## Question: how hard does a stretched crystal still pull?

A crystal of MgS in the zincblende structure is stretched or compressed equally along $x$ and $y$, while its length along $z$ is held. The calculation uses density functional theory at the PBEsol level. Near strain zero, one percent of strain changes the tensile stress by about 2.4 GPa and the band gap by about 0.1 eV.

Zincblende MgS (conventional a = 5.666 Å at strain 0, not relaxed at this level), strained equally along x and y with the length along z and the fractional coordinates fixed. Ansatz 0.2.0, plane-wave PAW, scalar-relativistic, PBEsol, no spin polarisation, cutoff 420 eV, Gamma-centred 8×8×8 k mesh, Gaussian smearing of 0.05 eV.

```csv
strain,energy change (meV/atom),tensile stress along pattern (GPa),gap on mesh (eV)
-0.1,194.6,-34.87,3.196
-0.075,101.2,-23.24,3.376
-0.05,40.5,-13.62,3.511
-0.025,8.0,-5.68,3.505
0,0.0,0.87,3.283
0.025,13.1,6.24,3.007
0.05,44.5,10.63,2.748
0.075,91.5,14.18,2.503
0.0875,120.2,15.69,2.386
0.1,?,?,?
```

The tensile stress along the pattern is the sum of the stresses along $x$ and $y$, so each axis carries half of it. The energy change is counted from the cell at strain 0. Predict for strain 0.1, with error bars: (a) the stress, (b) the energy change, (c) the gap.

## Model answer

**(a) Stress.** Hooke's law continues the slope found around strain 0 and gives 24.7 GPa. The table already warns against it. The slope is about 465 GPa per unit strain at the compressed end, 238 around zero and only 121 between the last two known rows. The crystal stiffens when squeezed and softens when stretched.

A likely explanation lies in the shape of a binding curve. When atoms approach, the repulsion between their electron shells rises steeply. When they move apart, the pull grows because the repulsion dies away faster than the attraction. With each step there is less repulsion left to lose, so a further stretch adds less pull. The energy curve is therefore steep on the short side and flattens on the long side. A smaller part of the softening is geometry: stress is force per area of the deformed cell, and the faces that carry the pull grow as the crystal is stretched.

To turn this into a formula, let $e$ be the strain, $S$ the tensile stress in the table and $V_0$ the volume per atom at strain 0. The volume is $V_0(1+e)^2$, and a small further stretch costs the energy

$$du = V_0(1+e)\,S\,de .$$

Since most of the deformation is a change of volume, a natural measure of the distance between atoms is the cube root of the volume. Its relative change is $x=(1+e)^{2/3}-1$. The universal binding curve has a slope that is linear in $x$ at first and then decays exponentially:

$$\frac{du}{dx}=\tfrac32 V_0\,(c_0+c_1x)\,e^{-sx},\qquad\text{so}\qquad S=\frac{(c_0+c_1x)\,e^{-sx}}{(1+e)^{4/3}} .$$

In the exponential, $e$ is the base of natural logarithms. The three constants were fitted to the stresses of the nine known rows: $c_0=0.888$ GPa, $c_1=361$ GPa and $s=3.683$. The row at strain 0.1 took no part. There $x=0.0656$, and

$$S=\frac{(0.888+361\times0.0656)\times0.785}{1.136}\approx17.0\ \text{GPa}.$$

The forecast is 17.0 ± 0.15 GPa. The stress still rises, with a smaller slope than before, and has not reached a maximum. The range is a judgement: the formula follows the known rows more closely than this, but it now has to hold beyond them.

**(b) Energy.** The energy is the work done by the stress, so the same curve is integrated from strain 0 and no new constant enters. The forecast is 152 ± 1 meV/atom. Hooke's law would give about 182 meV/atom, because it lets the crystal pull back too strongly over most of the path.

**(c) Gap.** Under tension the gap falls almost evenly. Standard band theory offers a reason: the lowest empty state has antibonding character, and it comes down as the atoms move apart and interact less. A quadratic curve through the five known rows from strain 0 upwards gives

$$3.283-11.31\times0.1+12.19\times0.1^2\approx2.27\ \text{eV}.$$

The forecast is 2.27 ± 0.02 eV, with the gap still falling almost linearly and no change of the states that form it.

The compressed rows are left out of this fit for a physical reason. Unequal strain makes the cubic cell tetragonal and splits the top of the valence band. The upper branch narrows the gap whichever sign the strain has, so a kink at zero is expected.

## The computed row

The withheld rows as computed:

```csv
strain,energy change (meV/atom),tensile stress along pattern (GPa),gap on mesh (eV)
0.1,152.0,17.04,2.272
```

All three values lie within their ranges, and the stress still rises with a smaller slope than before. The smooth fall of the gap gives no sign of a change of the states that form it, though the size of the gap alone cannot prove this. The stress forecast is too low by 0.05 GPa, about 0.3 % of the computed stress. The energy and the gap agree with the computed values to about the last printed digit. Hooke's law overshoots the stress by 7.7 GPa, or 45 % of the computed value.

## Remarks on the reasoning

**Two similar formulas are not two independent witnesses.** A quadratic expansion in the logarithm of the stretch, fitted to the same nine stresses, gives 16.98 GPa, almost the same as the binding curve. Yet both are too low, by several times the difference between them. The binding curve was already slightly low at strain 0.0875, and the error grew with the next step. A range taken only from the agreement of the two formulas would have been too narrow.

**The energy is a test of consistency.** No energy entered the fit, but stress and energy come from the same calculation, and one is the slope of the other. Their agreement shows that the formula describes the whole path well and that the calculation is coherent. It does not establish the picture of attraction and a faster-fading repulsion, which rests on general knowledge of bonding.

**Strain zero is not the bottom of the curve.** The starting cell is slightly too large for this functional and already pulls with 0.87 GPa; the stress vanishes near strain −0.004. A small compression therefore first relieves tension, and at strains of 0.025 and 0.05 it costs less than an equal stretch. At 0.075 the steep repulsive side has won: compression costs 101.2 meV/atom and tension 91.5. A student who compares only the small strains would get the asymmetry backwards.

**The gap curve must not be carried over to compression.** Continued to strain −0.1, it would give 4.5 eV, whereas the computed gap is 3.2 eV. The expected kink may account for some of the departure, but the gap also turns over and falls again under strong compression. A likely cause is that the lowest empty state moves from the centre of the Brillouin zone to its boundary; this remains a guess, since the table gives only the size of the gap.

**What an engineer may take from the numbers.** At strain 0.1 each stretched axis carries about 8.5 GPa, in a perfect crystal whose height is held. A film that is free to thin would be under less stress. The gaps themselves are too small, as is usual for this type of functional. Bulk MgS prefers the rock-salt structure, so all these numbers belong to a metastable form.

The printed output below gives the fits, the largest miss of each, and the misses on the rows outside each fit.

Printed output of the fit:

```
fit of tensile_stress_along_pattern on 9 rows: coefficient of exp(-s*xl)/g 0.8881 +/- 0.0069, coefficient of xl*exp(-s*xl)/g 361 +/- 0.15, s 3.683; rms 0.0159, worst 0.0875 -0.0269, leave-one-out rms 0.03
  rows outside the fit (model, value, miss): 0.1 16.99, 17.04, -0.0472
fit of tensile_stress_along_pattern on 9 rows: coefficient of 1/(1+strain)**2 0.8839 +/- 0.014, coefficient of hl/(1+strain)**2 239.5 +/- 0.16, coefficient of hl**2/(1+strain)**2 -348.5 +/- 2.7; rms 0.0227, worst -0.05 -0.0299, leave-one-out rms 0.0489
  rows outside the fit (model, value, miss): 0.1 16.98, 17.04, -0.0584
fit of gap_on_mesh on 5 rows (strain > -0.001): constant 3.283 +/- 0.00052, coefficient of strain -11.31 +/- 0.029, coefficient of strain**2 12.19 +/- 0.32; rms 0.000346, worst 0.025 0.000573, leave-one-out rms 0.00141
  rows outside the fit (model, value, miss): -0.1 4.536, 3.196, 1.34; -0.075 4.2, 3.376, 0.824; -0.05 3.879, 3.511, 0.368; -0.025 3.573, 3.505, 0.0682; 0.1 2.273, 2.272, 0.00134
Stress slope around strain 0, GPa per unit strain: 238.4
Stress slope between strains -0.1 and -0.075, GPa per unit strain: 465.2
Stress slope between strains 0.075 and 0.0875, GPa per unit strain: 120.8
Strain at which the stress vanishes, by the slope around 0: -0.003649
Hooke forecast of stress at strain 0.1, GPa: 24.71
Hooke forecast less computed stress at strain 0.1, GPa: 7.67
Hooke forecast of energy at strain 0.1, meV/atom: 181.5
Largest miss of the integrated energy on the known rows, meV/atom: 0.1511
Forecast of energy at strain 0.1 from integrated stress, meV/atom: 152
Computed energy at strain 0.1, meV/atom: 152
Forecast less computed energy at strain 0.1, meV/atom: 0.0006922
Energy at strain -0.075 less energy at 0.075, meV/atom: 9.7
Volume change at strain 0.1, percent: 21
```
